In a single sheet of ZrSeS, the rule "one energy level per atom" breaks by about 0.8 eV on zirconium and by only about 0.1 eV on sulfur and selenium. The large break belongs to rows 2 and 3, two zirconium functions that lie 0.8 eV above the other three. The likely cause is that their lobes run closest to the directions of the neighbouring anions, which costs energy. Functions that symmetry makes equal differ by only about 0.01 eV, so the break is some sixty times larger than the numerical scatter.

Maximally localised Wannier functions of a single ZrSeS sheet from Zr 4d, S 3p and Se 4p trial orbitals, computed with Ansatz 0.2.0 (r2SCAN, plane waves with PAW, 500 eV cutoff, 6×6×1 k mesh, no spin–orbit coupling). On-site energies are counted from the top of the valence band, and x, y and z are the Cartesian coordinates of the function centres.

```tsv
row	function spread (angstrom^2)	function on site (eV)	function x (Å)	function y (Å)	function z (Å)
1	2.121	2.323	0.124	2.172	9.089
2	2.243	3.131	-0.005	2.086	9.066
3	2.242	3.127	0.004	2.123	9.068
4	2.123	2.329	0.001	1.962	9.086
5	2.122	2.316	-0.124	2.174	9.092
6	1.765	-1.108	1.827	1.055	10.644
7	1.701	-1.237	1.806	1.073	10.517
8	1.701	-1.236	1.832	1.027	10.517
9	2.077	-0.557	1.826	1.054	7.294
10	1.959	-0.511	1.805	1.075	7.410
11	1.959	-0.511	1.834	1.026	7.410
```

### What one level per atom achieves

Each row is a Wannier function, a localised orbital built from the bands of the crystal. Rows 1 to 5 are d functions on Zr, rows 6 to 8 are p functions on S, and rows 9 to 11 are p functions on Se. The column "function on site" gives the energy of an electron held in that one function, counted from the top of the valence band. "Function spread" measures how far the function extends, and the x, y and z columns locate its centre.

The simplest model gives each atom one constant. It puts the levels in the order familiar from chemistry: the empty Zr d level at the top, Se p below it, and S p another 0.7 eV lower, as expected from the weaker binding of the p electrons in a Se atom than in a S atom. Fitted to all eleven rows, this model has a typical error of 0.27 eV relative to the computed on-site energies. Most of that error comes from zirconium, where a single average level lies too low for two functions and too high for three.

One further constant, shared by rows 2 and 3, cuts the typical error to 0.03 eV. Both rows were part of the fit, so the constant measures the break and doesn't explain it. The explanation has to come from the shape of the surroundings.

### The shape around zirconium

The centres in the table reveal that shape. Rows 6 and 9, the S and Se functions that stand along the layer normal, have the same x and y to within 0.001 Å. Each S atom therefore sits straight above a Se atom, and the six anions around Zr form a trigonal prism. In an octahedron the lower triangle of anions would be turned against the upper one. The bulk disulfide and diselenide of zirconium are built from octahedra, so the results here belong to the prismatic form of the sheet, and the run doesn't test which form is more stable.

The three lower Zr functions, rows 1, 4 and 5, have centres about 0.14 Å away from the Zr atom, in three directions 120° apart. Each is shifted towards an open side of the prism, between two columns of anions. Symmetry suggests that they are three equivalent mixtures, each one third the d orbital along the normal and two thirds d orbitals that lie in the plane. Their equal energies follow from this mixing. Any difference in energy between the normal and the in-plane orbitals is hidden in the couplings among the three functions. The centres of rows 2 and 3 stay within about 0.03 Å of the atom, which fits the remaining two orbitals, whose lobes slant up and down out of the plane.

### Why the slanted pair lies higher

An anion raises a d function that points at it, for at least two reasons. Its negative charge repels the electron, and its filled s shell, which lies far below the p levels, mixes with the d function and pushes it up. The s shells aren't among the eleven functions of the model, so their push is contained in the on-site energies. The d function must also stay orthogonal to the anion p functions, which can raise it further. How the 0.8 eV divides among these effects remains open. Empty s and p states of Zr itself may also contribute. Symmetry lets them mix with the three lower functions, which would pull these down, but hardly with the slanted pair.

The geometry gives an estimate of how strongly each function points at the anions. Let θ be the angle between a Zr–anion bond and the layer normal. An orbital aimed straight at an anion counts as 1 for that anion. A slanted orbital, averaged over three anions spaced 120° apart, counts as

share per anion = 3/2 · cos²θ · sin²θ.

The bond to S rises 1.5 Å over a length of 2.6 Å, which gives cos²θ ≈ 0.34. The share is then 1.5 × 0.34 × 0.66 ≈ 0.34 per S atom, or about 1.0 for three. The bond to Se is steeper, with cos²θ ≈ 0.41, and the same arithmetic gives about 1.1 for three Se atoms. Each slanted function thus collects a total of 2.1.

The other three functions follow from a sum rule. For any single bond, the five d orbitals can be recombined so that exactly one of them points along it, so their shares add up to 1 per anion and to 6 for the whole prism. The slanted pair takes 2 × 2.1 = 4.2 of this. The remaining 1.8 is spread over three functions, 0.6 for each.

A slanted function therefore points at the anions about 3.5 times as strongly as one of the others. This estimate uses only bond lengths and heights, and it puts the right two functions on top. It doesn't deliver the 0.8 eV, because the energy per unit of overlap isn't known independently. The same sums can be made for other surroundings, provided that the d functions are first chosen to suit the symmetry. For a regular octahedron, with the orbital axes laid along the bonds, they give 3 for two functions and 0 for three, which is the pattern of two levels above three.

### On-site energies are not band energies

The 0.8 eV must not be read as the full splitting of the d bands. Anion p functions are part of the model, so their mixing with the d functions appears as hopping between atoms and is absent from the on-site energies. That mixing is large. Averaged over the mesh of wave vectors, the d bands lie 1.3 eV above the mean d on-site energy, and the p bands lie 1.1 eV below the mean p on-site energy.

A molecule of two different atoms with one orbital each shows why these shifts measure the mixing. Coupling pushes the upper level up and the lower level down, while the sum of the two stays fixed. In the sheet, hopping from one d function to another broadens the d bands but leaves their average in place, so only mixing with p functions can move that average. The likeness ends at the individual level: in the molecule both levels move by the same amount, whereas here five d bands share the same total shift as six p bands.

The consequence matters to anyone who builds a tight-binding model from such a table. The mean d and p on-site energies are 3.5 eV apart, but the mean bands are about 5.9 eV apart, since the two shifts add 2.4 eV. The band gap follows from neither number, because it depends on the edges of broad bands and not on their averages. On-site energies have to be used together with the hoppings that belong to them.

### The small breaks on sulfur and selenium

Once the Zr pair has its own level, the largest remaining deviation is in row 6. This S function along the normal lies 0.13 eV above its two in-plane partners. On Se the order is reversed: row 9 lies 0.05 eV below its partners. Both splittings exceed the numerical scatter, but they are far smaller than the break on zirconium.

The reversal also defeats a tempting shortcut, that the broader function on an atom lies higher. This holds for Zr and for S. On Se the function along the normal is broader than its partners by 0.12 Å², as much as separates the two groups on Zr, and yet it lies lower. Size alone doesn't fix the energy.

The cause of the reversal remains open. The steeper bonds to Se mean that the function along the normal points more directly at Zr, and mixing with empty Zr s and p states could then pull it down. The empty d states can't do this, because they belong to the model and their mixing counts as hopping. Its centre, however, is shifted away from Zr, which lends this idea no support. Spin–orbit coupling, which is left out here, would to first order leave the on-site energies alone and couple the p functions of one atom to each other. On Se this coupling is expected to exceed 0.05 eV, so the small splitting there doesn't settle the order of the final levels. The run also warns that the exchange–correlation potential is rough where the electron density is thin, and the effect of this on the small splittings wasn't tested. The 0.8 eV break on zirconium is much larger than the spin–orbit coupling expected there.

The printed output after this section gives both fits, the centre shifts and the band averages.

Numerical output:

```
fit of function_on_site on 11 rows: coefficient of zr 2.645 +/- 0.14, coefficient of sul -1.194 +/- 0.18, coefficient of sele -0.5263 +/- 0.18; rms 0.268, worst 2 -0.486, leave-one-out rms 0.337
fit of function_on_site on 11 rows: coefficient of zr 2.323 +/- 0.024, coefficient of sul -1.194 +/- 0.024, coefficient of sele -0.5263 +/- 0.024, coefficient of pair 0.8063 +/- 0.039; rms 0.0337, worst 6 -0.0857, leave-one-out rms 0.0506
Shift of centre from own atom (angstrom) and on-site energy less model (eV):
  row      dx      dy      dz  one level per atom  with Zr pair
    1   0.124   0.072   0.009             -0.3222     0.0003333
    2  -0.005  -0.014  -0.014              0.4858         0.002
    3   0.004   0.023  -0.012              0.4818        -0.002
    4   0.001  -0.138   0.006             -0.3162      0.006333
    5  -0.124   0.074   0.012             -0.3292     -0.006667
    6   0.007   0.005   0.064             0.08567       0.08567
    7  -0.014   0.023  -0.063            -0.04333      -0.04333
    8   0.012  -0.023  -0.063            -0.04233      -0.04233
    9   0.006   0.004  -0.046            -0.03067      -0.03067
   10  -0.015   0.025    0.07             0.01533       0.01533
   11   0.014  -0.024    0.07             0.01533       0.01533
Zr pair above the other three Zr functions, on-site (eV): 0.8063
S normal function less in-plane pair, on-site (eV): 0.1285
Se normal function less in-plane pair, on-site (eV): -0.046
Zr pair less other three, spread (angstrom^2): 0.1205
S normal less in-plane, spread (angstrom^2): 0.064
Se normal less in-plane, spread (angstrom^2): 0.118
Sigma overlap factor with six anions, each function of the Zr pair: 2.092
Sigma overlap factor with six anions, mean of the other three: 0.605
Mean d band less mean d on-site energy (eV): 1.291
Mean p band less mean p on-site energy (eV): -1.076
```
